\textbf{Student:} You claim that the partial-wave energy increments of a $1s^2$ ion do not depend on $Z$. The ion shrinks as $1/Z$, so I doubt it.

\textbf{Lecturer:} Take a fixed point nucleus and no relativity. Lengths scale as $a_0/Z$, level spacings as $Z^2E_h$, the repulsion as $ZE_h$, with $E_h=\hbar^2/m_ea_0^2=4.360\times10^{-18}$ J. Order $n$ in the repulsion scales as $Z^{2-n}E_h$, so second order is a pure number times $E_h$. Use lengths in $a_0/Z$, $\psi_0=e^{-r_1-r_2}/\pi$, $g=1/r_{12}$, and $(H_0-E_0)\psi_1=-(g-\tfrac58)\psi_0$. Let $f_l$ be the $P_l(\cos\theta_{12})$ term of $f$. For $l\ge1$, $\Delta E_l=E_h\langle\psi_0|g_l|\psi_{1,l}\rangle$. With $\lambda=l+\tfrac12$, $\rho=\sqrt{r_1r_2}$, $t=\ln(r_>/r_<)$,
\begin{equation}
g_l=\frac{e^{-\lambda t}}{\rho}P_l,\qquad (r_{12})_l=-\rho\, e^{-\lambda t}D\,P_l,\qquad D=\frac{\lambda\sinh t+\cosh t}{\lambda^2-1}.
\end{equation}

\textbf{Student:} But $\psi_1$ is not $\tfrac12r_{12}\psi_0$. That holds only at coalescence.

\textbf{Lecturer:} So keep the rest, $\chi=\psi_1-\tfrac12r_{12}\psi_0$. Differentiation gives $(H_0-E_0)\tfrac12r_{12}\psi_0=(U-g)\psi_0$ with $U=(r_1+r_2)(1-\cos\theta_{12})/2r_{12}$, hence $(H_0-E_0)\chi_l=-U_l\psi_0$ and, exactly, $\Delta E_l=E_h(A_l+B_l)$,
\begin{equation}
A_l=\langle\psi_0|\tfrac12(r_{12})_l(g_l+U_l)|\psi_0\rangle,\qquad B_l=-\langle U_l\psi_0|(H_0-E_0)^{-1}|U_l\psi_0\rangle\le0 .
\end{equation}
Since $1-\cos\theta_{12}=[r_{12}^2-(r_1-r_2)^2]/2\rho^2$, we get $U_l=-\tfrac12\cosh\tfrac t2\,e^{-\lambda t}(D+4\sinh^2\tfrac t2)P_l$. The density factorises into $\tfrac{15}{16}\,\mathrm{sech}^6\tfrac t2\,dt$ and a weight $\sigma^5e^{-2\sigma}$ in $\sigma=r_1+r_2=2\rho\cosh\tfrac t2$, with $\langle\sigma\rangle=3$; $P_l^2$ averages to $1/2\lambda$. Then
\begin{equation}
A_l=-\frac{15}{64\lambda}\int_0^\infty\!dt\,\frac{e^{-2\lambda t}D}{\cosh^6(t/2)}\Big[1-\tfrac34\big(D+4\sinh^2\tfrac t2\big)\Big].
\end{equation}
Only $u=\lambda t\lesssim1$ counts, where $D\approx(1+u)/\lambda^2$ and $\int_0^\infty e^{-2u}(1+u)\,du=\tfrac34$. That yields $-\tfrac{45}{256}\lambda^{-4}$, Schwartz's law of 1962. Expanding further in $t$ multiplies it by $1-\tfrac54\lambda^{-2}-\tfrac{21}{32}\lambda^{-4}$.

\textbf{Student:} And $B_l$?

\textbf{Lecturer:} Locally $H_0-E_0\approx(\lambda/\rho)^2(1-\partial_u^2)$ and $U_l\approx-e^{-u}(1+u+u^2)P_l/2\lambda^2$. The solution of $(1-\partial_u^2)y=e^{-u}(1+u+u^2)$ with $y'(0)=0$ is $e^{-u}(1+u+u^2/2+u^3/6)$, its overlap with the source is $\tfrac{49}{16}$, and $\langle\rho^2\rangle=\tfrac{21}{8}$ at $t=0$. So $B_l\approx-\tfrac{15}{128}\cdot\tfrac{21}{8}\cdot\tfrac{49}{16}\lambda^{-8}$, which is $\tfrac{343}{64}\lambda^{-4}$ times the leading term. Altogether
\begin{equation}
\Delta E_l\simeq-\frac{45}{256}\frac{E_h}{\lambda^4}\Big[1-\frac{5}{4\lambda^2}+\frac{301}{64\lambda^4}\Big],\qquad \frac{45}{256}E_h=7.66\times10^{-19}\ \mathrm{J}.
\end{equation}

\textbf{Student:} From which $l$ may I trust it?

\textbf{Lecturer:} The two corrections are equal in size at $\lambda^2=301/80$, $\lambda=1.9$. At $l=1$ they are $-0.56$ and $+0.93$, and the series is useless; $l=0$ lies outside the derivation. The first correction falls below a tenth from $l=4$.

\begin{tabular}{ccccc}
$l$ & leading $|\Delta E_l|/10^{-21}$ J & $-5/4\lambda^2$ & $301/64\lambda^4$ & $12/5\pi Z\lambda$, Li$^+$\\
2 & 19.6 & $-0.200$ & 0.120 & 0.10\\
4 & 1.87 & $-0.062$ & 0.011 & 0.06\\
8 & 0.147 & $-0.017$ & 0.001 & 0.03
\end{tabular}

The last column comes later. For the tail beyond $L$, the midpoint rule gives $\sum_{l>L}\lambda^{-4}\simeq1/3M^3-1/6M^5$ and $\sum_{l>L}\lambda^{-6}\simeq1/5M^5$ with $M=L+1$, so the truncated energy lies too high by
\begin{equation}
\delta_L\simeq\frac{15}{256}\frac{E_h}{(L+1)^3}\Big[1-\frac{5}{4(L+1)^2}\Big],\qquad\frac{15}{256}E_h=2.55\times10^{-19}\ \mathrm{J}.
\end{equation}
Reaching $10^{-22}$ J needs $L+1\ge13.7$, so $L=13$, and each halving stretches $L+1$ by $2^{1/3}=1.26$.

\textbf{Student:} That is second order only. Li$^+$ has $1/Z=1/3$, hardly small.

\textbf{Lecturer:} Agreed. The exact normalised $\psi$ has the same cusp, $1+r_{12}/2a_0$, so the local argument survives with $\psi(r,r)$, its value with both electrons at one point at radius $r$. For variational energies truncated at successive $l$, Hill (1985) obtained
\begin{equation}
\frac{\Delta E_l}{E_h}\simeq-\frac{6\pi^2}{\lambda^4}\int_0^\infty\! r^5|\psi(r,r)|^2dr-\frac{48\pi}{5\lambda^5}\int_0^\infty\!\frac{r^6}{a_0}|\psi(r,r)|^2dr .
\end{equation}
The first integral is dimensionless and blind to rescaling, and $\psi_0$ gives $6\cdot5!/4^6=45/256$. The second term is third order, the repulsion within the discarded tail; with $\psi_0$ its ratio to the first is $12/5\pi Z\lambda$. It overtakes $5/4\lambda^2$ at $\lambda=25\pi Z/48=1.6\,Z$, near 5 for Li$^+$. Below that the curvature of the geometry corrects the law, above it the repulsion does.

\textbf{Student:} If rescaling does nothing, screening cannot change the coefficient.

\textbf{Lecturer:} A uniform screening cannot, but the correlation hole can. Take the model $\psi\propto(1+r_{12}/2a_0)\psi_0$. With $\langle r_{12}\rangle=35a_0/16Z$ and $\langle r_{12}^2\rangle=6a_0^2/Z^2$, normalisation multiplies the coefficient by
\begin{equation}
\Big(1+\frac{35}{16Z}+\frac{3}{2Z^2}\Big)^{-1}.
\end{equation}
This passes one half at $Z=2.7$. It is 0.9 at $Z=20$ and 0.5 for Li$^+$, where the model's coefficient is $4\times10^{-19}$ J. The value of $\chi$ at coalescence, which the model drops, enters at the same order $1/Z$, so one figure is all it supports. For H$^-$, with one tight and one loose electron, the model is unreliable. The exponent $-4$ holds throughout, and only the prefactor moves.

\textbf{Student:} Then large $Z$ is perfectly safe?

\textbf{Lecturer:} Not at large $l$. Wave $l$ probes momenta $\hbar\lambda/r$, and the weight $r^5e^{-4Zr/a_0}$ has mean $r=3a_0/2Z$. The momentum reaches $m_ec$ at $\lambda\sim3/2Z\alpha\approx2\times10^2/Z$, about 10 for $Z=20$. Relative corrections of order $(Z\alpha\lambda)^2$ turn $\lambda^{-4}$ into a term of order $(Z\alpha)^2\lambda^{-2}$. The bare law needs $Z\gg35/16$ and $2\ll\lambda\ll1/Z\alpha$.

\textbf{Student:} Why should triplets be faster? The repulsion is identical.

\textbf{Lecturer:} The $1s^2$ state has none, but take $1s2s\,{}^3S$. The spatial function vanishes at coalescence as $\mathbf w\cdot\mathbf r_{12}$. With $z$ along $\mathbf w$ and $\mathbf r=\mathbf r_{12}$, $\nabla^2(zr)=4z/r$ fixes the cusp factor $1+r_{12}/4a_0$. Wave $l$ samples $r_{12}\sim\rho/\lambda$, so both the source and the response carry one more power of $1/\lambda$. The increments fall as $\lambda^{-6}$ and the truncation error as $(L+1)^{-5}$.